\textbf{Student.} In the flooded base of a pin rectifier electrons and holes collide with each other. That should lower both mobilities, and by the Einstein relation both diffusion constants. Yet your notes raise the resistivity and leave $D_a$ alone. I think one of the two statements is wrong.

\textbf{Lecturer.} Both follow from one pair of equations. Let me fix the premises. The base runs from the anode junction at $x=0$ to the cathode junction at $x=w$, forward current flows along $+x$, and $q>0$ is the elementary charge. (i) The base is quasi-neutral, $n=p+N_D$, and at first I take high injection, $n=p$. (ii) Both gases are non-degenerate, ideal and at the uniform lattice temperature $T$, with pressures $nkT$ and $pkT$. (iii) The bands are isotropic and parabolic, with masses $m_n$ and $m_p$. (iv) Each distribution is a Maxwellian displaced by a mean velocity $v_n$ or $v_p$, small against thermal speeds. (v) Phonons and impurities brake each gas with constant mobilities $\mu_n$ and $\mu_p$. (vi) Changes are slow against the momentum relaxation times, so inertia drops out.

\textbf{Student.} Where do the collisions enter?

\textbf{Lecturer.} Multiply each Boltzmann equation by the carrier momentum and integrate over velocities. This gives a balance of forces per unit volume: field, pressure gradient, lattice friction, mutual friction. Electron-electron collisions conserve the momentum of the electron gas and drop out, and likewise for holes. Electron-hole collisions move momentum from one gas to the other. By (iii) and (iv) that transfer cannot depend on a velocity common to both gases, so it is linear in $u=v_p-v_n$. With primes for $d/dx$,
\begin{equation}
0=-qnE-kT\,n'-\frac{qn\,v_n}{\mu_n}+Ku ,
\label{e}
\end{equation}
\begin{equation}
0=+qpE-kT\,p'-\frac{qp\,v_p}{\mu_p}-Ku .
\label{h}
\end{equation}
The same $K$ appears twice with opposite signs, because each collision conserves the momentum of the pair. Binary collisions occur at a rate proportional to $np$, so I write
\begin{equation}
K=\frac{q\,np}{G},\qquad \mu_{np}=\frac{G}{p},\qquad \mu_{pn}=\frac{G}{n}.
\label{G}
\end{equation}
Here $\mu_{np}$ is the mobility an electron would have if holes at rest were its only obstacle. $G$ has the unit cm$^{-1}$V$^{-1}$s$^{-1}$. For $n=p$ the two drag mobilities coincide.

\textbf{Student.} Take the uniform plasma first.

\textbf{Lecturer.} Set $n=p$ and $p'=0$, and divide both equations by $qp$:
\begin{equation}
v_p=\mu_p\Big(E-\frac{u}{\mu_{np}}\Big),\qquad -v_n=\mu_n\Big(E-\frac{u}{\mu_{np}}\Big).
\end{equation}
Adding them gives $u=(\mu_n+\mu_p)(E-u/\mu_{np})$, hence $E=u\,[1/(\mu_n+\mu_p)+1/\mu_{np}]$. The partial currents are $J_p=qpv_p$ and $J_n=-qpv_n$, so $J=qpu$, and
\begin{equation}
\rho=\frac{E}{J}=\frac{1}{qp(\mu_n+\mu_p)}+\frac{1}{qp\,\mu_{np}}=\frac{1}{qp(\mu_n+\mu_p)}+\frac{1}{qG}.
\label{rho}
\end{equation}
The two carrier channels are in parallel, and the drag resistivity is in series with the pair. More plasma shrinks the first term as $1/p$. It does not help the second, because each added carrier is also an added scatterer. The two terms are equal at $p^{*}=G/(\mu_n+\mu_p)$.

\textbf{Student.} This supports me. Both drift velocities are reduced by the factor $1/\Delta$ with $\Delta=1+(\mu_n+\mu_p)/\mu_{np}$. So $D_n$ and $D_p$ fall by $1/\Delta$, and $D_a$ with them.

\textbf{Lecturer.} That factor belongs to one pattern of forces only, equal and opposite on the two gases. Keep the gradient, put $V_T=kT/q$, and write \eqref{e} and \eqref{h} per unit charge:
\begin{equation}
\begin{pmatrix}\mu_n^{-1}+\mu_{np}^{-1} & -\mu_{np}^{-1}\\ -\mu_{np}^{-1} & \mu_p^{-1}+\mu_{np}^{-1}\end{pmatrix}
\begin{pmatrix}v_n\\ v_p\end{pmatrix}=
\begin{pmatrix}-E-V_T\,p'/p\\ +E-V_T\,p'/p\end{pmatrix}.
\label{M}
\end{equation}
The determinant is $\Delta/(\mu_n\mu_p)$, and the inverse is the mobility matrix
\begin{equation}
\frac{1}{\Delta}\begin{pmatrix}\mu_n(1+\mu_p/\mu_{np}) & \mu_n\mu_p/\mu_{np}\\ \mu_n\mu_p/\mu_{np} & \mu_p(1+\mu_n/\mu_{np})\end{pmatrix}.
\end{equation}
The Einstein relation holds for this matrix, since one matrix multiplies both the field and the gradient terms. A field pushes the gases apart, and the off-diagonal elements subtract: $v_n=-\mu_nE/\Delta$. A density gradient pushes them the same way, and the off-diagonal elements add. The simplest case is zero current. Then $u=0$, $v_n=v_p=v$, and the drag entries cancel in each row. Add the two rows and the field cancels too:
\begin{equation}
v\Big(\frac1{\mu_n}+\frac1{\mu_p}\Big)=-2V_T\frac{p'}{p},\qquad pv=-D_a\,p',\qquad D_a=\frac{2V_T\,\mu_n\mu_p}{\mu_n+\mu_p}.
\label{Da}
\end{equation}
Gases that move together do not rub.

\textbf{Student.} A conducting diode is not at zero current. There the gases move against each other and the friction is present.

\textbf{Lecturer.} It is present, and it acts equally on both. For $n=p$ we still have $u=J/(qp)$, so $u/\mu_{np}=J/(qG)$. Move the drag terms of \eqref{M} to the right-hand side. They appear only in the combination
\begin{equation}
E^{*}=E-\frac{J}{qG},
\label{Es}
\end{equation}
and with $D_n=V_T\mu_n$, $D_p=V_T\mu_p$,
\begin{equation}
J_n=qp\mu_nE^{*}+qD_np',\qquad J_p=qp\mu_pE^{*}-qD_pp' .
\label{dd}
\end{equation}
These are the ordinary drift-diffusion equations with the lattice mobilities and a shifted field. The ambipolar reduction eliminates the field, so it cannot notice the shift. Let $b=\mu_n/\mu_p$. Adding the two equations,
\begin{equation}
E^{*}=\frac{J}{qp(\mu_n+\mu_p)}-V_T\,\frac{b-1}{b+1}\,\frac{p'}{p}.
\label{field}
\end{equation}
Insert this in $J_p$. The gradient terms combine to $-qD_p[(b-1)/(b+1)+1]\,p'=-q\,[2bD_p/(b+1)]\,p'$, and $2bD_p/(b+1)$ is the $D_a$ of \eqref{Da}. Thus
\begin{equation}
J_p=\frac{J}{b+1}-qD_ap',\qquad J_n=\frac{bJ}{b+1}+qD_ap' .
\label{amb}
\end{equation}
In a quasi-neutral base $J$ does not depend on $x$. Hole continuity, $\partial p/\partial t=-J_p'/q-U$ with net recombination rate $U(p)$, then gives
\begin{equation}
\frac{\partial p}{\partial t}=D_a\,p''-U(p).
\end{equation}
$G$ is absent, even if it depends on $p$. The boundary conditions come from \eqref{amb} and the currents that the emitters accept, so for given emitter laws they lack $G$ too. At a given current the profile and the stored charge are those of the drag-free diode. Only the voltage changes.

\textbf{Student.} Give me the voltage.

\textbf{Lecturer.} Integrate \eqref{Es} with \eqref{field}:
\begin{equation}
V_M=\int_0^wE\,dx=\int_0^w\!\frac{J\,dx}{qG(p)}+\int_0^w\!\frac{J\,dx}{qp(\mu_n+\mu_p)}+V_T\frac{b-1}{b+1}\ln\frac{p(0)}{p(w)} .
\label{VM}
\end{equation}

\textbf{Student.} You call the first term a lower bound. But the last one, the Dember term, is negative in a diode with a weak anode, where $p(0)<p(w)$. It could eat into your floor.

\textbf{Lecturer.} A fair objection, and the bound needs an argument. Solve each of \eqref{dd} for the shifted field:
\begin{equation}
E^{*}=\frac{J_p+qD_pp'}{qp\mu_p}=\frac{J_n-qD_np'}{qp\mu_n}.
\end{equation}
In steady forward conduction $U\ge0$, so $J_p'=-qU\le0$ and $J_n'=qU\ge0$. Hence $J_p(x)\ge J_p(w)$ and $J_n(x)\ge J_n(0)$. Forward-biased emitters absorb minority carriers, which makes $J_p(w)\ge0$ and $J_n(0)\ge0$. Where $p'\ge0$ the first form is non-negative. Where $p'\le0$ the second form is. So $E^{*}\ge0$ at every point, and
\begin{equation}
V_M\ \ge\ \int_0^w\frac{J\,dx}{qG(p)}\ \ge\ \frac{Jw}{qG_{\max}},
\label{bound}
\end{equation}
with $G_{\max}$ the largest value of $G$ in the base. The proof uses the steady state. It says nothing about reverse recovery, where the currents change sign.

\textbf{Student.} Why $G_{\max}$? I took $G$ for a constant.

\textbf{Lecturer.} It is constant up to a Coulomb logarithm. Let us compute it. For a pair with velocities $\mathbf c_n$, $\mathbf c_p$ introduce $\mathbf g=\mathbf c_p-\mathbf c_n$, the reduced mass $m_r=m_nm_p/(m_n+m_p)$ and the centre-of-mass velocity $\mathbf C$ with mean $\bar{\mathbf C}$. The identity
\begin{equation}
m_n(\mathbf c_n-\mathbf v_n)^2+m_p(\mathbf c_p-\mathbf v_p)^2=(m_n+m_p)(\mathbf C-\bar{\mathbf C})^2+m_r(\mathbf g-\mathbf u)^2
\end{equation}
shows that $\mathbf g$ is Maxwellian with mass $m_r$, displaced by $\mathbf u$. In the centre-of-mass frame the electron has momentum $-m_r\mathbf g$. An elastic collision turns $\mathbf g$ by an angle $\theta$, and after averaging over the azimuth the electron gains $m_r\mathbf g(1-\cos\theta)$. With the transport cross-section $\sigma_{tr}=\int(1-\cos\theta)\,d\sigma$ the force density on the electrons is $np\,m_r\langle g\sigma_{tr}\mathbf g\rangle$. To first order the displaced Maxwellian is $f_0(1+m_r\mathbf g\cdot\mathbf u/kT)$, and the angular mean of $g_ig_j$ is $g^2\delta_{ij}/3$, so
\begin{equation}
K=np\,\frac{m_r^2}{3kT}\,\langle g^3\sigma_{tr}\rangle_0 .
\label{K}
\end{equation}
For the interaction take $-Ae^{-\kappa r}/r$ with $A=q^2/(4\pi\varepsilon_0\varepsilon_r)$ and static Debye screening by both gases, $\kappa^2=\lambda_D^{-2}=8\pi pA/kT$. The Born approximation gives $d\sigma/d\Omega=(2m_rA/\hbar^2)^2/(Q^2+\kappa^2)^2$ with $Q^2=2k_g^2s$, $s=1-\cos\theta$, $\hbar k_g=m_rg$. Since
\begin{equation}
\int_0^2\frac{s\,ds}{(2k_g^2s+\kappa^2)^2}=\frac{1}{4k_g^4}\Big[\ln(1+\beta)-\frac{\beta}{1+\beta}\Big],\qquad \beta=\frac{4k_g^2}{\kappa^2},
\end{equation}
and $\hbar^2k_g^2/m_r=m_rg^2$,
\begin{equation}
\sigma_{tr}=4\pi\Big(\frac{A}{m_rg^2}\Big)^2L,\qquad L=\frac12\Big[\ln(1+\beta)-\frac{\beta}{1+\beta}\Big].
\end{equation}
Then $g^3\sigma_{tr}=4\pi A^2L/(m_r^2g)$. Put $y=m_rg^2/2kT$. The weight $g^2e^{-y}dg/g$ is proportional to $e^{-y}dy$, and $\langle1/g\rangle_0=\sqrt{2m_r/\pi kT}$. With $\beta=\beta_Ty$ and $\beta_T=8m_rkT/\hbar^2\kappa^2$,
\begin{equation}
\bar L=\int_0^\infty e^{-y}L\,dy=\frac12\Big[\Big(1+\frac1{\beta_T}\Big)e^{1/\beta_T}E_1\Big(\frac1{\beta_T}\Big)-1\Big],
\label{L}
\end{equation}
where $E_1(a)=\int_a^\infty e^{-t}dt/t$. The logarithm integrates by parts to $e^{1/\beta_T}E_1$, and the second term gives $1-e^{1/\beta_T}E_1/\beta_T$. Equations \eqref{K} and \eqref{G} now give
\begin{equation}
K=np\,\frac{4\sqrt{2\pi}}{3}\,\frac{A^2\sqrt{m_r}}{(kT)^{3/2}}\,\bar L,\qquad G=\frac{G_0}{\bar L},\qquad G_0=\frac{3q\,(kT)^{3/2}}{4\sqrt{2\pi}\,A^2\sqrt{m_r}} .
\label{G0}
\end{equation}
As $p$ grows, screening tightens, $\bar L$ falls and $G$ rises. In this model $G_{\max}$ belongs to the highest density in the base, and the floor $1/(qG)$ is a slowly sinking one.

\textbf{Student.} You also dropped the doping. With $n\neq p$ the drag per electron and per hole differ.

\textbf{Lecturer.} That case is solved just as easily. Divide \eqref{h} by $qp$ and \eqref{e} by $qn$; the drag terms become $nu/G$ and $pu/G$. With $J_p=qpv_p$, $J_n=-qnv_n$ and $n=p+N_D$,
\begin{equation}
qnu=J+\frac{N_D}{p}J_p,\qquad qpu=J-\frac{N_D}{n}J_n ,
\end{equation}
and therefore, with the same $E^{*}$,
\begin{equation}
\Big(1+\frac{\mu_pN_D}{G}\Big)J_p=qp\mu_pE^{*}-qD_pp',\qquad \Big(1-\frac{\mu_nN_D}{G}\Big)J_n=qn\mu_nE^{*}+qD_nn' .
\label{ND}
\end{equation}
What survives of the drag in the ambipolar equation is of relative size $\mu_nN_D/G$. That is tiny in a lightly doped base. It need not be small in a heavily doped emitter, where the majority gas does brake diffusing minority carriers.

\textbf{Student.} Put in numbers for silicon.

\textbf{Lecturer.} Take $w=400\ \mu$m, $p=10^{17}$ cm$^{-3}$, $T=300$ K, so $V_T=25.85$ mV. The static dielectric constant is $11.7$, a compiled value (Ioffe Institute). As typical inputs I use $\mu_n=1400$ and $\mu_p=450$ cm$^2$/Vs, conductivity masses $m_n=0.26\,m_0$ and $m_p=0.39\,m_0$, and $N_D=2\times10^{13}$ cm$^{-3}$. Then $m_r=0.156\,m_0$, $A=0.123$ eV\,nm, $\lambda_D=9.1$ nm, $\beta_T=35$, $\bar L=1.10$ and $G_0=8.7\times10^{20}$ cm$^{-1}$V$^{-1}$s$^{-1}$. So
\begin{equation}
G\approx8\times10^{20}\ \mathrm{cm^{-1}V^{-1}s^{-1}},\qquad \mu_{np}\approx8\times10^{3}\ \mathrm{cm^2/Vs}.
\end{equation}
One figure is all this deserves. I carry the value 8 forward, and second digits of drag quantities only record the arithmetic. At $10^{16}$ cm$^{-3}$ the formulas give $\bar L=2.16$ and $G\approx4\times10^{20}$: over one decade of density the floor halves while the lattice term falls tenfold.

At $10^{17}$ cm$^{-3}$ the lattice term of \eqref{rho} is $0.0337\ \Omega$\,cm and the drag term is $0.0078\ \Omega$\,cm, a ratio of $0.23$. The apparent mobility sum $1/(qp\rho)$ drops from $1850$ to $1.5\times10^3$ cm$^2$/Vs. With $G$ frozen, $p^{*}=4.3\times10^{17}$ cm$^{-3}$. Meanwhile $D_a=17.6$ cm$^2$/s, and the correction in \eqref{ND} is $\mu_nN_D/G=3.5\times10^{-5}$.

\textbf{Student.} And the voltage? A flat profile at an arbitrary current looks inconsistent to me.

\textbf{Lecturer.} Choose $J=100$ A/cm$^2$ and ask what keeps $p$ flat. By \eqref{amb}, with $b=3.11$, we need $J_n=76$ and $J_p=24$ A/cm$^2$ throughout. Emitters that absorb a minority current $qhp^2$ do this with $h=4.7\times10^{-14}$ cm$^4$/s at the anode and $1.5\times10^{-14}$ cm$^4$/s at the cathode. Base recombination must be a small part of $J$, which demands a lifetime well above $qpw/J=6.4\ \mu$s. The Dember term then vanishes, and \eqref{VM} gives
\begin{equation}
V_M=0.135\ \mathrm V+0.031\ \mathrm V\approx0.17\ \mathrm V ,
\end{equation}
lattice part first, drag part second. The drag part dissipates $3.1$ W/cm$^2$. No improvement of $\mu_n$ and $\mu_p$ removes it, and more plasma lowers it only through $\bar L$.

\textbf{Student.} What if I had simply added $1/\mu_{np}$ to $1/\mu_n$ and to $1/\mu_p$ by Matthiessen's rule?

\textbf{Lecturer.} That treats the other gas as fixed to the lattice. Equation \eqref{Da} would turn into $2V_T/(\mu_n^{-1}+\mu_p^{-1}+2\mu_{np}^{-1})=16.2$ cm$^2$/s, a spurious loss of 8 per cent, and the mobility sum would come out as $1.6\times10^3$ cm$^2$/Vs, too high. The rule is wrong in both quantities, and the spurious loss grows with $p$.

\textbf{Student.} How far do you trust $G$ itself? A logarithm near one worries me.

\textbf{Lecturer.} It should. The Born parameter at $y=1$ is $A/\hbar g=0.77$; its square is the ratio of the hydrogenic pair binding energy, $15.5$ meV for this $m_r$, to $kT$. So the Born series is marginal, and its first term does not know that the force is attractive. A Debye sphere holds only $0.64$ carriers, and the coupling $A\kappa/kT$ is $0.52$. If only one gas screened, $\beta_T$ would double and $\bar L$ would be $1.40$. A classical orbit treatment, with $\tan(\theta/2)=b_0/r_b$ for impact parameter $r_b\le\lambda_D$ and $b_0=A/m_rg^2$, gives $L=\frac12\ln(1+\lambda_D^2/b_0^2)$; here $b_0=2.4$ nm at $y=1$ and the average is again $1.10$. That is a coincidence of this density and confirms nothing, for this estimate is blind to the sign as well. The masses are crude too: silicon has anisotropic valleys and warped hole bands, and an infinitely heavy hole would raise $\sqrt{m_r}$ by a factor $1.29$. For real silicon the estimate is known to understate the drag. The conductivity of flooded bases near this density implies a stronger friction and a smaller $G$, by a large factor, of order two or more, and not by tens of per cent. Doubling the friction would make the drag part $0.062$ V. Equations \eqref{rho} to \eqref{bound} do not rely on \eqref{G0}; they hold for any $G(p)$, which is better taken from conductivity data.

\textbf{Student.} Then my last complaint. Is $D_a$ in real silicon truly independent of density?

\textbf{Lecturer.} No. The theorem says that mutual friction does not enter it. Two premises fail at a level that rivals the 8 per cent we discussed. First, premise (iv). The lattice momentum time of an electron, $\mu_nm_n/q$, is $0.21$ ps, and the drag time $\mu_{np}m_n/q$ is $1.2$ ps, so phonons still largely set the shape of the distribution. If their relaxation time is independent of energy, that shape is the displaced Maxwellian. If it varies, carrier-carrier collisions reshape the distributions and thereby change $\mu_n$ and $\mu_p$. Take acoustic scattering, $\tau\propto z^{-1/2}$ with $z$ the energy over $kT$. Without such collisions the mobility is proportional to $\langle z\tau\rangle/\langle z\rangle$. When they enforce the displaced Maxwellian it is proportional to $\langle z\rangle/\langle z/\tau\rangle$. With the weight $z^{1/2}e^{-z}$ the ratio is
\begin{equation}
\frac{\Gamma(5/2)^2}{\Gamma(2)\,\Gamma(3)}=\frac{9\pi}{32}=0.884 .
\end{equation}
So in that model $D_a$ falls by 12 per cent between the two limits, and by a part of that at our density.

Second, premise (ii). A charge sits in its own screening cloud, which shifts its potential energy by the limit of $A(e^{-\kappa r}-1)/r$, namely $-A\kappa$. Charging it up from zero gives the Debye-H\"uckel shift $-A\kappa/2$ of each chemical potential. At fixed $T$ the total pressure obeys $dP=p\,d(\zeta_n+\zeta_p)$ with $\zeta_n+\zeta_p=2kT\ln p-A\kappa+\text{const}$, and $\kappa\propto p^{1/2}$, so
\begin{equation}
\frac{dP}{dp}=2kT\Big(1-\frac{A\kappa}{4kT}\Big).
\end{equation}
The sum of the force balances has $dP/dp$ in place of $2kT$, so $D_a$ carries this bracket, a reduction of 13 per cent here. This is a classical limiting law used at a coupling of $0.52$, so read it as a size and a sign. It weakens the driving force and has nothing to do with drag.

\textbf{Student.} Then state where the result holds.

\textbf{Lecturer.} The series law \eqref{rho}, the field shift \eqref{Es} and the absence of $G$ from the ambipolar equation need high injection, $N_D\ll p$, together with $\mu_nN_D\ll G$; quasi-neutrality, with profiles varying over lengths far above $\lambda_D$; and times far above a picosecond. The friction must be linear, $u\ll\sqrt{2kT/m_r}$, and here $u=J/qp=6.2\times10^3$ cm/s against $2.4\times10^7$ cm/s. The gases must be non-degenerate: with an approximate $N_c=2.8\times10^{19}$ cm$^{-3}$, $p/N_c=0.004$. The base must be isothermal; since $G_0\propto T^{3/2}$, heating weakens the drag while it lowers the lattice mobilities. Pairs bound as excitons, which carry no current, are left out. The bound \eqref{bound} needs in addition steady forward conduction. The explicit formula \eqref{G0} is quantitative only for $\bar L\gg1$, weak coupling and a small Born parameter. In silicon at 300 K and $10^{17}$ cm$^{-3}$ it gives the scaling and the order of magnitude, and toward $10^{18}$ cm$^{-3}$, where $\beta_T$ has fallen to $3.5$, it should not be used.